## Polarisation-induced electron gas and the critical barrier thickness

A thin layer of Al$_x$Ga$_{1-x}$N grown coherently on GaN along [0001] confines a degenerate sheet of electrons at the interface, although neither layer need contain donors. The step in polarisation leaves a fixed positive sheet charge at the interface. This charge sets up a field in the barrier, and the potential drop across the barrier grows with thickness until occupied surface states rise to the level of the empty states in GaN and give up their electrons. The sheet density follows from Gauss's law and one closed loop in the band diagram.

### Premises and conventions

The crystal is metal-polar, so [0001] points from the GaN towards the surface. The coordinate $z$ points the opposite way, into the crystal, with the surface at $z=-d$, the interface at $z=0$ and GaN at $z>0$. The symbol $P$ denotes the component of polarisation along [0001] (index 3), $\mathcal{E}$ the component of the electric field along $+z$, and $q>0$ the elementary charge. Subscripts $b$ and $c$ mark barrier and channel. Energies are in joule in all formulas. The premises are:

1. The structure is laterally uniform and the interface is abrupt, with a conduction-band step $\Delta E_c=E_c(0^-)-E_c(0^+)>0$.
2. The GaN is relaxed, the barrier takes its in-plane lattice constant, and the constitutive relations are linear.
3. The barrier holds no dopant or mobile charge, and the interface holds no trapped charge.
4. The field vanishes deep in the GaN and outside the surface. Besides $n_s$ electrons per area, the GaN may hold $n_{\rm dep}$ additional negatively charged acceptors per area in a depleted buffer.
5. The channel electrons have one chemical potential $\mu$, shared with the surface states when there is no gate.
6. The electrons occupy one parabolic valley of mass $m$ with twofold spin degeneracy and are treated in the envelope-function and Hartree approximations.

### Step 1: the interface charge

The barrier has in-plane strain $\eta=(a_c-a_b)/a_b$, with $a_b$ its relaxed lattice constant, and $\eta>0$ because AlN has the smaller cell. The free surface makes the normal stress $T_3$ vanish. For hexagonal symmetry

$$T_3=2C_{13}\eta+C_{33}\eta_3-e_{33}\mathcal{E}_3=0,\qquad D_3=P_{\rm sp}+2e_{31}\eta+e_{33}\eta_3+\varepsilon^{S}_{33}\mathcal{E}_3 ,$$

where $\eta_3$ is the strain along $c$, $P_{\rm sp}$ the spontaneous polarisation and $\varepsilon^S_{33}$ the static permittivity at fixed strain. The first relation gives $\eta_3=(e_{33}\mathcal{E}_3-2C_{13}\eta)/C_{33}$, and insertion in the second gives

$$D_3=P+\varepsilon\,\mathcal{E}_3,\qquad P=P_{\rm sp}+2\eta\left(e_{31}-e_{33}\frac{C_{13}}{C_{33}}\right),\qquad \varepsilon=\varepsilon^S_{33}+\frac{e_{33}^2}{C_{33}}. \tag{1}$$

Each layer thus has a zero-field polarisation $P$ and an effective permittivity $\varepsilon$ along $c$. In the GaN $\eta=0$ and $P_c=P_{{\rm sp},c}$. A spontaneous polarisation is defined relative to a reference structure, so $P_{\rm sp}$ and $e_{31}$ of both layers must follow one convention, and only the difference across the interface enters below.

By premise 3 no free sheet charge lies at $z=0$, so $D_3$ is continuous. With $\mathcal{E}_3=-\mathcal{E}$ this reads $P_b-\varepsilon_b\mathcal{E}(0^-)=P_c-\varepsilon_c\mathcal{E}(0^+)$, or

$$\varepsilon_c\mathcal{E}(0^+)-\varepsilon_b\mathcal{E}(0^-)=\sigma,\qquad \sigma\equiv P_c-P_b . \tag{2}$$

This is Gauss's law for a sheet of charge $\sigma$. In the usual convention both polarisations are negative, and $P_b$ is the more negative through its spontaneous and its piezoelectric part alike, so $\sigma>0$.

### Step 2: the field in the barrier

In the GaN $\varepsilon_c\,d\mathcal{E}/dz=\rho$. Integration from $0^+$ to the field-free depth gives $-\varepsilon_c\mathcal{E}(0^+)=-q(n_s+n_{\rm dep})$. The barrier holds no space charge, so its field is uniform, and (2) fixes it:

$$\mathcal{E}_b=-\frac{\sigma-q(n_s+n_{\rm dep})}{\varepsilon_b}. \tag{3}$$

The permittivity of GaN has dropped out. An electron has potential energy $-q\phi$ and $\mathcal{E}=-d\phi/dz$, so within each layer $dE_c/dz=q\mathcal{E}$. In the GaN the band edge rises with depth. In the barrier it rises towards the surface:

$$E_c(-d)-E_c(0^-)=-q\mathcal{E}_b d=\frac{qd}{\varepsilon_b}\left[\sigma-q(n_s+n_{\rm dep})\right]. \tag{4}$$

The band edge at $z=0^+$ is therefore the bottom of a roughly triangular well.

### Step 3: the energy loop

Define the surface barrier $\phi_s=E_c(-d)-\mu$ and the Fermi energy $E_F=\mu-E_c(0^+)$, which is counted from the bottom of the well and not from the lowest subband. The identity

$$E_c(-d)-\mu=[E_c(-d)-E_c(0^-)]+[E_c(0^-)-E_c(0^+)]-[\mu-E_c(0^+)]$$

becomes, with (4), $\phi_s=qd[\sigma-q(n_s+n_{\rm dep})]/\varepsilon_b+\Delta E_c-E_F$. Solving for the density,

$$n_s=\frac{\sigma}{q}-n_{\rm dep}-\frac{\varepsilon_b}{q^2d}\left(\phi_s+E_F-\Delta E_c\right). \tag{5}$$

Under a metal gate at voltage $V_G$ relative to the channel, the Fermi level of the metal is $\mu-qV_G$ and the band edge at the surface lies a Schottky barrier $\phi_B$ above it, so $\phi_s=\phi_B-qV_G$. At zero bias and for $n_{\rm dep}=0$,

$$n_s=\frac{\sigma}{q}-\frac{\varepsilon_b}{q^2d}\left(\phi_B+E_F-\Delta E_c\right). \tag{6}$$

The last term is the part of $\sigma/q$ that stays unscreened in order to sustain the drop $\phi_B+E_F-\Delta E_c$ across the thickness $d$. Equation (5) is exact within premises 1 to 5 but implicit, since $E_F$ and, on a free surface, $\phi_s$ depend on $n_s$.

### Step 4: the source of the electrons

The field outside vanishes, so the total sheet charge at $z=-d$ is $\varepsilon_b\mathcal{E}_b=-\sigma+q(n_s+n_{\rm dep})$. Its bound part is $P_b=P_c-\sigma$. What remains is a charge $-P_c+q(n_s+n_{\rm dep})$ of other origin. The part $-P_c$ is independent of $d$ and $x$ and is needed equally on a bare GaN surface over a field-free bulk. It is taken as fixed. The rest must come from surface states that are neutral when filled and positive when empty, that is from donors, whose ionised density is

$$N^+=n_s+n_{\rm dep}. \tag{7}$$

The polarisation charges $\pm\sigma$ on the two faces of the barrier form a neutral dipole layer, which moves electrons but supplies none. This surface-donor picture is due to Ibbetson and co-workers (2000).

Let there be $N_S$ donors per area with one level at depth $E_S$ below $E_c(-d)$ and degeneracy factor $g$. The chemical potential lies $E_S-\phi_s$ above the level, so $N^+/N_S=[1+g\,e^{(E_S-\phi_s)/k_BT}]^{-1}$, which inverts to

$$\phi_s=E_S+k_BT\ln\frac{gN^+}{N_S-N^+}. \tag{8}$$

While $N^+$ is neither very small against $N_S$ nor close to it, the logarithm is of order one and $\phi_s=E_S$ within a few $k_BT$: the level pins the surface.

### Step 5: the critical thickness

Take $T=0$ and $n_{\rm dep}=0$. Suppose $n_s$ electrons per area have passed from the donors to the channel. Moving one more costs the energy of the lowest empty channel state, $E_c(0^+)+E_F(n_s)$, less that of the donor level, $E_c(-d)-E_S$. With (4),

$$\Delta(n_s)=E_S-\Delta E_c+E_F(n_s)-\frac{qd}{\varepsilon_b}(\sigma-qn_s). \tag{9}$$

Step 6 shows that $E_F$ grows with $n_s$ and vanishes with it. Hence $\Delta$ increases monotonically from $\Delta(0)=(q\sigma/\varepsilon_b)(d_{\rm cr}-d)$, where

$$d_{\rm cr}=\frac{\varepsilon_b\,(E_S-\Delta E_c)}{q\sigma}. \tag{10}$$

For $d<d_{\rm cr}$ every transfer costs energy. The donors stay filled, the channel stays empty and the barrier field keeps its full magnitude $\sigma/\varepsilon_b$. For $d>d_{\rm cr}$ electrons flow until $\Delta(n_s)=0$, which has one root and is (5) with $\phi_s=E_S$. Expressing $E_S-\Delta E_c$ through (10),

$$n_s=\frac{\sigma}{q}\left(1-\frac{d_{\rm cr}}{d}\right)-\frac{\varepsilon_bE_F(n_s)}{q^2d}, \tag{11}$$

and when $E_F$ is neglected

$$n_s^{(0)}=\frac{\sigma}{q}\left(1-\frac{d_{\rm cr}}{d}\right). \tag{12}$$

A threshold exists only if $E_S>\Delta E_c$. Its position does not depend on treating $-P_c$ as fixed. If the same donors supply that charge too, the level is partly ionised at every $d$, and (5) with $n_s=0$ puts $\mu$ below the GaN band edge by $(q\sigma/\varepsilon_b)(d_{\rm cr}-d)$, which again closes at (10). The neglect of $E_F$ is harmless in (10), because $E_F\to0$ at onset. It is not harmless in (12). No occupied state lies below the bottom of the well, so $E_F>0$, and (12) is an upper bound on the root of (11).

### Step 6: the Fermi energy in the well

States in the lowest subband have energy $E_0+\hbar^2k^2/2m$ above $E_c(0^+)$. Two spins and a density $1/(2\pi)^2$ in $k$ space give $m/\pi\hbar^2$ states per area and energy. Integrating the Fermi function over them gives

$$n_s=\frac{mk_BT}{\pi\hbar^2}\ln\left[1+e^{(E_F-E_0)/k_BT}\right]\;\longrightarrow\;E_F=E_0+\frac{\pi\hbar^2n_s}{m}, \tag{13}$$

the second form holding for $n_s\gg mk_BT/\pi\hbar^2$.

For $E_0$ take first an impenetrable barrier and the Fang–Howard trial function $\psi=(b^3/2)^{1/2}z\,e^{-bz/2}$, which is normalised on $z>0$ and has $\langle z\rangle=3/b$. Its kinetic energy is $K=(\hbar^2/2m)\int_0^\infty\psi'^2dz=\hbar^2b^2/8m$. The fraction of the gas beyond $z$ is

$$S(z)=\int_z^\infty\psi^2dz'=e^{-bz}\left(1+bz+\tfrac12b^2z^2\right),$$

and Gauss's law gives $\mathcal{E}(z)=qn_sS(z)/\varepsilon_c$ for $n_{\rm dep}=0$. The electrostatic energy per area in the GaN is $\int\frac12\varepsilon_c\mathcal{E}^2dz$. With $u=bz$ the square of the bracket is $1+2u+2u^2+u^3+u^4/4$, and $\int_0^\infty u^ke^{-2u}du=k!/2^{k+1}$, so

$$b\int_0^\infty S^2dz=\tfrac12+\tfrac12+\tfrac12+\tfrac38+\tfrac3{16}=\tfrac{33}{16}.$$

The energy per area of the motion along $z$ is therefore

$$U=n_s\left[\frac{\hbar^2b^2}{8m}+\frac{33}{32}\frac{q^2n_s}{\varepsilon_cb}\right],$$

and $\partial U/\partial b=0$ gives

$$b^3=\frac{33\,mq^2n_s}{8\,\varepsilon_c\hbar^2},\qquad \frac{33}{32}\frac{q^2n_s}{\varepsilon_cb}=2K .$$

The Hartree potential energy counted from the interface is $V(z)=q\int_0^z\mathcal{E}\,dz'$. Since $\psi^2=-S'$, integration by parts gives $\langle V\rangle=\int SV'dz=(q^2n_s/\varepsilon_c)\int S^2dz=4K$. Hence

$$E_0=K+\langle V\rangle=\frac{5\hbar^2b^2}{8m}=\gamma\,n_s^{2/3},\qquad \gamma=\frac{5\hbar^2}{8m}\left(\frac{33\,mq^2}{8\,\varepsilon_c\hbar^2}\right)^{2/3}. \tag{14}$$

The same value follows from $E_0=dU/dn_s$, since $U=3Kn_s\propto n_s^{5/3}$. The exact minimum of the same functional also scales as $n_s^{5/3}$, because lengths scale as $n_s^{-1/3}$, and its coefficient cannot exceed the variational one. So (14) bounds the hard-wall, one-subband Hartree level from above.

Insertion of (13) and (14) in (11) and multiplication by $d$ give a closed equation,

$$n_s\,(d+d_Q)+\frac{\varepsilon_b\gamma}{q^2}\,n_s^{2/3}=\frac{\sigma}{q}\,(d-d_{\rm cr}),\qquad d_Q=\frac{\pi\hbar^2\varepsilon_b}{mq^2}. \tag{15}$$

Band filling acts as an added barrier thickness $d_Q$. Close to threshold the term in $n_s^{2/3}$ dominates the left side, so the gas sets in as $n_s\simeq[q\sigma(d-d_{\rm cr})/\varepsilon_b\gamma]^{3/2}$, with zero slope and not with the finite slope of (12).

### Step 7: relaxing the premises

*Depleted buffer.* Let a net density $N_A$ of deep acceptors become charged over a width $W$ across which the band rises by $qV_B$. Two integrations of Poisson's equation give $V_B=qN_AW^2/2\varepsilon_c$, so $n_{\rm dep}=N_AW=(2\varepsilon_cV_BN_A/q)^{1/2}$. As $n_s\to0$ the well keeps the field $\mathcal{E}_{\rm dep}=qn_{\rm dep}/\varepsilon_c$, nearly uniform over the extent of $\psi$. With a hard wall the ground state is an Airy function with its first zero at $z=0$, of energy $E_0^{\rm dep}=2.338\,(\hbar^2q^2\mathcal{E}_{\rm dep}^2/2m)^{1/3}$. Setting $n_s=0$, $E_F=E_0^{\rm dep}$ and $\phi_s=E_S$ in (5),

$$d_{\rm cr}'=\frac{\varepsilon_b\,(E_S-\Delta E_c+E_0^{\rm dep})}{q\,(\sigma-qn_{\rm dep})}. \tag{16}$$

*Distributed surface states.* If the donors form a band of constant density $D_S$ per area and energy whose top lies at depth $E_S$, emptying $n_s$ of them lowers $\mu$ by $n_s/D_S$, so $\phi_s=E_S+n_s/D_S$. Then (5) with $E_F$ and $n_{\rm dep}$ dropped gives

$$n_s=\frac{\sigma}{q}\,\frac{d-d_{\rm cr}}{d+\varepsilon_b/q^2D_S}. \tag{17}$$

The threshold is unchanged and the rise is slower.

*Doped barrier.* A uniform density $N_D$ of ionised donors makes $\mathcal{E}(z)=\mathcal{E}(0^-)+qN_Dz/\varepsilon_b$. Integration over $-d<z<0$ adds $q^2N_Dd^2/2\varepsilon_b$ to (4), and so $N_Dd/2$ to the right side of (5).

### Range of validity

Equation (5) needs only premises 1 to 5. Equations (10) to (12) need in addition a dense surface level, $N_S>N^+$ with some margin. If the donors are exhausted, (8) makes $\phi_s$ climb and $n_s$ saturates at $N_S-n_{\rm dep}$. Equation (12) is accurate to the relative order $\varepsilon_bE_F/[q\sigma(d-d_{\rm cr})]$, as the ratio of the two terms in (11) shows, and it fails near threshold. Temperature rounds the threshold over a few times $\varepsilon_bk_BT/q\sigma$, the thickness over which the drop across the barrier changes by $k_BT$. At large $d$ the strained barrier relaxes or cracks and loses part of the piezoelectric term in (1). A cap layer, a passivation film or a gate dielectric changes (4) and (7). For nitrogen polarity [0001] is reversed and the same stack has a negative interface charge.

Equation (14) overestimates $E_F$ for three reasons, each of which can be sized.

(i) The wave function enters the barrier with decay constant $\kappa=[2m(\Delta E_c-E_0)]^{1/2}/\hbar$, for equal masses. Matching $\psi'/\psi=\kappa$ puts the linearly extrapolated node at $z=-1/\kappa$. A wall moved there, with $V$ continued at its slope at the interface, lowers the level by $q^2n_s/\varepsilon_c\kappa$. This is an upper estimate, because $\psi$ bends towards the axis and the barrier rises away from the interface.

(ii) The Hartree potential saturates at $V(\infty)=q^2n_s\langle z\rangle/\varepsilon_c=\frac{64}{11}K$, only $\frac9{11}K$ above $E_0$. Without a buffer field $\mu$ cannot exceed $V(\infty)$, so higher subbands fill before $\pi\hbar^2n_s/m$ passes $\frac9{11}K$. The excess of the first over the second sizes the correction.

(iii) Exchange lowers $\mu$. For a strictly two-dimensional gas the interaction is $q^2/2\varepsilon_c|\mathbf{k}-\mathbf{k}'|$. The integral of $1/|\mathbf{k}-\mathbf{k}'|$ over the Fermi disc, seen from a point on its rim, is $\int_{-\pi/2}^{\pi/2}2k_F\cos\theta\,d\theta=4k_F$. Division by $(2\pi)^2$ gives the shift $-q^2k_F/2\pi^2\varepsilon_c$ with $k_F=(2\pi n_s)^{1/2}$. The finite thickness of the layer reduces it.

### Illustration: Al$_{0.3}$Ga$_{0.7}$N on GaN

Three compiled values for GaN are used: the gap 3.44 eV at 300 K (Wing 2021), the static dielectric constant 10.4 along $c$ (Ioffe Institute) and $C_{33}=398$ GPa (Oses 2018). The other inputs are approximate typical values, given for GaN and AlN in turn: $a=0.3189$ and $0.3112$ nm, $P_{\rm sp}=-0.034$ and $-0.090$ C/m² with a bowing term $+0.021\,x(1-x)$ C/m², $e_{31}=-0.34$ and $-0.53$ C/m², $e_{33}=0.67$ and $1.46$ C/m², $C_{13}=106$ and $108$ GPa. For AlN $C_{33}=373$ GPa and the gap is 6.13 eV, with an alloy term $-1.0\,x(1-x)$ eV. Further, $\Delta E_c$ is taken as 0.7 of the gap difference, $\varepsilon_b/\varepsilon_0=10.4-0.3x$ and $m=0.22\,m_e$.

Linear interpolation at $x=0.3$ gives $a_b=0.31659$ nm, $\eta=7.30\times10^{-3}$, $e_{31}=-0.397$ C/m², $e_{33}=0.907$ C/m², $C_{13}=106.6$ GPa and $C_{33}=390.5$ GPa. The piezoelectric term in (1) is $-0.00941$ C/m² and the bowed spontaneous term is $-0.04639$ C/m², so $\sigma=0.0218$ C/m² and $\sigma/q=1.36\times10^{17}$ m⁻². The barrier gap is 4.04 eV, $\Delta E_c=0.42$ eV and $\varepsilon_b=10.3\,\varepsilon_0$. The term $e_{33}^2/C_{33}$ equals $0.24\,\varepsilon_0$ and is regarded as contained in that value. The rounded $\sigma$, $\Delta E_c$ and $\varepsilon_b$ are used from here on.

The donor depth is taken as $E_S=1.4$ eV. With $\varepsilon_b/\sigma=4.18$ nm per volt, (10) gives $d_{\rm cr}=4.1$ nm, and the barrier field below threshold is $2.4\times10^8$ V/m. At $n_s=10^{17}$ m⁻², Step 6 gives $b=1.27$ nm⁻¹, $\langle z\rangle=2.35$ nm, $E_0=0.35$ eV, $\pi\hbar^2n_s/m=0.11$ eV and $E_F=0.46$ eV, and $d_Q=0.62$ nm. The table compares (12) with the root of (15), for $n_{\rm dep}=0$ and densities in $10^{17}$ m⁻².

| $d$ (nm) | $n_s^{(0)}$, eq. (12) | $n_s$, eq. (15) | $E_F$ (eV) |
|---|---|---|---|
| 6 | 0.43 | 0.27 | 0.17 |
| 10 | 0.80 | 0.62 | 0.32 |
| 15 | 0.99 | 0.84 | 0.40 |
| 25 | 1.14 | 1.03 | 0.47 |

The Fermi energy removes more than a third of the density at 6 nm and about a tenth at 25 nm. The degenerate form of (13) needs $n_s\gg mk_BT/\pi\hbar^2=0.24\times10^{17}$ m⁻² at 300 K, so the first row holds only at low temperature. The thermal length $\varepsilon_bk_BT/q\sigma$ is 0.11 nm at 300 K.

The hard-wall $E_F$ reaches the size of $\Delta E_c$, so the three corrections matter. At $n_s=10^{17}$ m⁻², solving (i) with the lowered level inside $\kappa$ gives $1/\kappa=0.88$ nm and a shift of 0.15 eV. In (ii) $\frac9{11}K=0.058$ eV, an excess of 0.05 eV, and (iii) gives 0.07 eV. These are generous sizes and not strictly additive. Their sum, 0.27 eV, would leave $E_F=0.19$ eV, so $E_F$ is known here only to about a factor of two. At $d=25$ nm a change of 0.1 eV in the bracket of (5) at fixed $E_F$ moves $n_s$ by $2.3\times10^{15}$ m⁻², and (11) with $E_F$ lowered by 0.27 eV has the root $1.09\times10^{17}$ m⁻² in place of $1.03\times10^{17}$ m⁻².

The remaining premises cost similar amounts. Take a semi-insulating buffer whose Fermi level is held by a deep acceptor about 0.9 eV above the valence band, a typical depth for carbon. Then $V_B\approx2.54$ V, and an assumed $N_A=10^{22}$ m⁻³ gives $n_{\rm dep}=5.4\times10^{15}$ m⁻², or 4 % of $\sigma/q$, over $W=0.54$ µm. This yields $E_0^{\rm dep}=0.058$ eV and $d'_{\rm cr}=4.5$ nm. An assumed $D_S=10^{17}$ m⁻² eV⁻¹ adds 5.7 nm to the denominator of (17) and lowers the entry 1.14 to 0.93. An assumed $N_D=10^{23}$ m⁻³ adds only $1.25\times10^{15}$ m⁻² at 25 nm. The inputs weigh more than any of these on the threshold. A change of 0.2 eV in $E_S$ moves $d_{\rm cr}$ by 0.84 nm, omission of the bowing term raises $\sigma$ by 20 %, and full relaxation of the strain would remove 43 % of it.

For these inputs the model gives a threshold of about 4 nm and a density of $1.0$ to $1.1\times10^{17}$ m⁻² under a 25 nm barrier with a sharp surface level. Such heterostructures typically show an onset at a few nanometres and about $10^{17}$ m⁻² under barriers of 20 to 30 nm. The depth $E_S$ and the bowed polarisation were chosen to reproduce that behaviour, so the numbers are the model's and do not test it.